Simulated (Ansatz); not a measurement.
# Zn: pressure and energy change per atom as volume scale varies

All results are calculated (Ansatz 0.2.0). Plane-wave DFT, scalar-relativistic PAW made under PBE with cores redone for the functional, no dispersion; the given relaxed cell is scaled uniformly, energy at zero smearing counts from the unscaled cell, pressure at the given Fermi-Dirac smearing is positive in compression.

The cell before it is scaled or strained (space group P6/mmm, No. 191):
```
Zn
1.0
      4.2885     0.0000     0.0000
     -2.1443     3.7140     0.0000
      0.0000     0.0000     2.6122
Zn
3
Direct
  1.00000 1.00000 0.00000
  0.33333 0.66667 0.50000
  0.66667 0.33333 0.50000
```

Settings of every row: spin polarised no; functional LDA; wave cutoff 420 eV; smearing width 0.1 eV; k mesh 10x10x14.

Atom starting moment: 0 on all atoms.

Limits: the cell comes from a prototype or a list of computed structures and needn't be the stable phase.

```
row  volume scale  V (Å³/atom)  pressure (GPa)  energy change per atom (meV)
  1          0.88       12.204           16.58                         74.22
  2          0.92       12.759            9.58                          29.5
  3          0.96       13.314               ?                             ?
  4          1.04       14.423           -3.39                          6.59
  5          1.08       14.978           -5.93                         23.21
  6          1.12       15.533           -7.87                         47.56
```

Question: what pressure and energy change per atom should row 3 give?

Worked fit of pressure. Take u = (V_r/V)^(2/3) − 1 with V_r = 14.423 Å³ an atom, which is twice the finite (Eulerian) strain; such expansions in the strain, on which the Birch-Murnaghan equation of state is built, carry the rest volume and the bulk modulus. The shown rows have u = 0.11781, 0.08516, 0, -0.02486, -0.04823. Least squares give pressure = −3.438 + 113.659 × u + 473.51 × u² GPa; a straight line predicts inner rows, each left out in turn, worse (root mean square 1.4 against 0.13 GPa). The rows lie off it by 0.06, -0.10, 0.05, 0.04, -0.05 (root mean square 0.064 GPa). The withheld row has u = 0.05479, so the fit gives −3.438 + 113.659 × (0.05479) + 473.51 × (0.05479)² = 4.21 GPa.

The calculation gave 4.13 GPa. The fit lies 0.08 GPa (1.9 % of the value, 0.33 % of the column's range) above it; its largest miss of a shown row is 0.10 GPa.

Worked fit of energy change per atom. Take u = (V_r/V)^(2/3) − 1 with V_r = 14.423 Å³ an atom, which is twice the finite (Eulerian) strain; such expansions in the strain, on which the Birch-Murnaghan equation of state is built, carry the rest volume and the bulk modulus. The shown rows have u = 0.11781, 0.08516, 0, -0.02486, -0.04823. Least squares give energy change per atom = 6.037 − 453.44 × u + 8713.72 × u² meV; a straight line predicts inner rows, each left out in turn, worse (root mean square 25 against 1.5 meV). The rows lie off it by 0.66, -1.12, 0.55, 0.52, -0.62 (root mean square 0.73 meV). The withheld row has u = 0.05479, so the fit gives 6.037 − 453.44 × (0.05479) + 8713.72 × (0.05479)² = 7.35 meV.

The calculation gave 6.36 meV. The fit lies 0.99 meV (16 % of the value, 1.5 % of the column's range) above it; its largest miss of a shown row is 1.12 meV.
